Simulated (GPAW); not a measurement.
# Single-oscillator dispersion of the refractive index of LiF from 1550 to 248 nm, RPA on PBE and LDA

The refractive index $n$ of rock-salt LiF, relative to vacuum, is calculated at six laser wavelengths between 1550 and 248 nm, from the RPA response of the electrons on PBE and on LDA bands. The problem is whether $1/(n^2-1)$ falls linearly with $E^2$, the square of the photon energy, as it would if all the electrons answered light at one resonance energy. If it does, two values of $n$ fix the dispersion, which is useful for windows and lenses that must work from the infrared to the ultraviolet. The computed points are judged against a straight line, separately for each functional. A measured index is not shown in the table.

## Calculations

The measured cell of a diffraction database, fixed. GPAW 26.7.0, plane waves with PAW (cutoff 450 eV), PBE and LDA, no spin polarisation, no spin-orbit coupling, clamped ions. RPA dielectric function with local fields on a k mesh of 20×20×20, Lorentzian broadening 0.1 eV; the rows are a selection of common laser wavelengths, read off the computed spectrum below 72 % of the smallest direct gap; n is the real part of √ε.

Notes on method and selection:

- Excitons and lattice vibrations are left out; a gap that is too small makes n too large and too dispersive.
- Runs that did not converge, have known faults or may not be shown are not listed, and runs on Ansatz's PAW sets soft_1 and soft_2 are kept to separate tables.

Columns:

- E² (eV²): square of the photon energy.
- E (eV): photon energy.
- n: refractive index.

## Table of results

| member | E² (eV²) | E (eV) | 1/(n² − 1), PBE | 1/(n² − 1), LDA | n, PBE | n, LDA |
| --- | --- | --- | --- | --- | --- | --- |
| 1550 nm | 0.64 | 0.80 | 1.0693 | 1.0077 | 1.391 | 1.412 |
| 800 nm | 2.40 | 1.55 | 1.0606 | 0.9989 | 1.394 | 1.415 |
| 532 nm | 5.43 | 2.33 | 1.0456 | 0.9837 | 1.399 | 1.420 |
| 450 nm | 7.59 | 2.75 | 1.0348 | 0.9728 | 1.402 | 1.424 |
| 365 nm | 11.54 | 3.40 | 1.0147 | 0.9525 | 1.409 | 1.432 |
| 248 nm | 24.99 | 5.00 | 0.9436 | 0.8804 | 1.435 | 1.461 |

Least-squares fits to the whole series, with x = E² (eV²); R² and errors in the fitted variable (y, or ln y where the fit is in ln y):

| y | level | members | fit | R² | rms residual | leave-one-out rms | the same for the mean of the others |
| --- | --- | --- | --- | --- | --- | --- | --- |
| 1/(n² − 1) | PBE | 6 | y = 1.0734 − 0.0051696 x | 1.00 | 6.5×10⁻⁴ | 0.0018 | 0.050 |
| 1/(n² − 1) | LDA | 6 | y = 1.0119 − 0.0052350 x | 1.00 | 6.9×10⁻⁴ | 0.0019 | 0.051 |
| n | PBE | 6 | y = 1.38915 + 0.00180816 x | 1.00 | 7.0×10⁻⁴ | 0.0019 | 0.018 |
| n | LDA | 6 | y = 1.4096 + 0.0020274 x | 1.00 | 8.5×10⁻⁴ | 0.0023 | 0.020 |

## Mechanism

From 1550 to 248 nm, $n$ rises from 1.391 to 1.435 with PBE and from 1.412 to 1.461 with LDA, while $1/(n^2-1)$ falls almost linearly in $E^2$. The leave-one-out error of the PBE line is 0.0018, against 0.050 for the mean of the other members.

The law follows from three assumptions: the ions stand still, damping is negligible, and every active electron is bound with the same resonance frequency $\omega_0$. In a field $\mathcal{E}\cos\omega t$ the displacement $x$ of an electron obeys

$$m\ddot{x} + m\omega_0^2 x = -e\,\mathcal{E}\cos\omega t .$$

The steady solution has the amplitude

$$x_0 = -\frac{e\,\mathcal{E}}{m(\omega_0^2-\omega^2)} .$$

With $N$ active electrons per volume the polarisation amplitude is $-Nex_0$. Dividing it by $\varepsilon_0\mathcal{E}$ gives $n^2-1$. With $E=\hbar\omega$, $E_0=\hbar\omega_0$ and $F=\hbar^2Ne^2/(\varepsilon_0 m)$,

$$n^2-1=\frac{F}{E_0^2-E^2}, \qquad \frac{1}{n^2-1}=\frac{E_0^2}{F}-\frac{E^2}{F}.$$

The index rises because the light comes closer to the resonance from below. A uniform local field would only lower $E_0^2$ and leave the form unchanged.

The fitted lines give the two parameters:

- PBE: $F$ = 1 / 0.0051696 = 193.4 eV², $E_0$ = √(1.0734 / 0.0051696) = 14.4 eV.
- LDA: $F$ = 1 / 0.0052350 = 191.0 eV², $E_0$ = √(1.0119 / 0.0052350) = 13.9 eV.

The strengths differ by about 1 %, and the larger one belongs to PBE. In this model the higher LDA index therefore comes from a lower resonance energy, not from a stronger oscillator.

## Fixing and testing the model

**Problem.** Fix the PBE oscillator on the members at 1550 and 450 nm, then find $1/(n^2-1)$ and $n$ at 800, 532, 365 and 248 nm.

**Solution.** The slope between the two chosen members is (1.0348 − 1.0693) / (7.59 − 0.64) = −0.0345 / 6.95 = −0.004964 eV⁻². Hence $F$ = 6.95 / 0.0345 = 201.4 eV² and $E_0$ = √(0.64 + 1.0693 × 201.4) = 14.7 eV. With $y=1/(n^2-1)$, the index follows from $n=\sqrt{1+1/y}$.

- 800 nm: $y$ = 1.0693 − 0.004964 × (2.40 − 0.64) = 1.0606, so $n$ = √(1 + 1 / 1.0606) = 1.394. The table has 1.0606 and 1.394.
- 532 nm: $y$ = 1.0693 − 0.004964 × (5.43 − 0.64) = 1.0455, so $n$ = √(1 + 1 / 1.0455) = 1.399. The table has 1.0456 and 1.399.
- 365 nm: $y$ = 1.0693 − 0.004964 × (11.54 − 0.64) = 1.0152, so $n$ = √(1 + 1 / 1.0152) = 1.409. The table has 1.0147 and 1.409.
- 248 nm: $y$ = 1.0693 − 0.004964 × (24.99 − 0.64) = 0.9484, so $n$ = √(1 + 1 / 0.9484) = 1.433. The table has 0.9436 and 1.435.

The first two members lie between the fixed points and are reproduced to the rounding. The last two are extrapolations. At 248 nm the model leaves $y$ too high by 0.9484 − 0.9436 = 0.0048, about 4 % of the whole fall from 1550 nm, and $n$ too low by 0.002.

## Residuals

Largest departures from the fit to the whole series:

| member | level | 1/(n² − 1) | fit | computed − fit | in rms residuals |
| --- | --- | --- | --- | --- | --- |
| 365 nm | LDA | 0.9525 | 0.9515 | +0.0010 | 1.5 |
| 365 nm | PBE | 1.0147 | 1.0137 | +0.0010 | 1.5 |
| 1550 nm | LDA | 1.0077 | 1.0085 | −0.0008 | 1.2 |
| 1550 nm | PBE | 1.0693 | 1.0701 | −0.0008 | 1.2 |

The computed points bend slightly downwards from a straight line. With PBE the slope is −0.0087 / 1.76 = −0.0049 eV⁻² between 1550 and 800 nm, and −0.0711 / 13.45 = −0.0053 eV⁻² between 365 and 248 nm. This is why the line through all six members lies 0.0010 too low at 365 nm and 0.0008 too high at 1550 nm.

The assumption that fails is the single resonance. Transitions from the fluorine 2p bands to the conduction bands are spread over many eV. As $E$ rises, the lowest of them gain weight faster than the rest, and for any set of positive oscillators this steepens the fall of $1/(n^2-1)$. The fitted $E_0$ is thus an average transition energy, not the gap.

In a real crystal the assumption of fixed ions fails as well, at the infrared end. Above the lattice resonance the ions lower $n$, at 1550 nm by roughly 0.005. That would raise $1/(n^2-1)$ by roughly 0.02, far more than the bend found here.

## What to take away

At the six wavelengths, from 0.80 to 5.00 eV, the computed index follows the single-oscillator law closely, with a small downward bend towards the ultraviolet.

Two errors of the method can each exceed the PBE spread in $n$ of 1.435 − 1.391 = 0.044. The semilocal gap is too small, which makes $n$ too large, by roughly 0.1, and too dispersive. The missing attraction between electron and hole makes $n$ too small by a similar rough amount. Because the two errors largely cancel, a computed index close to experiment would not show that the bands are right.
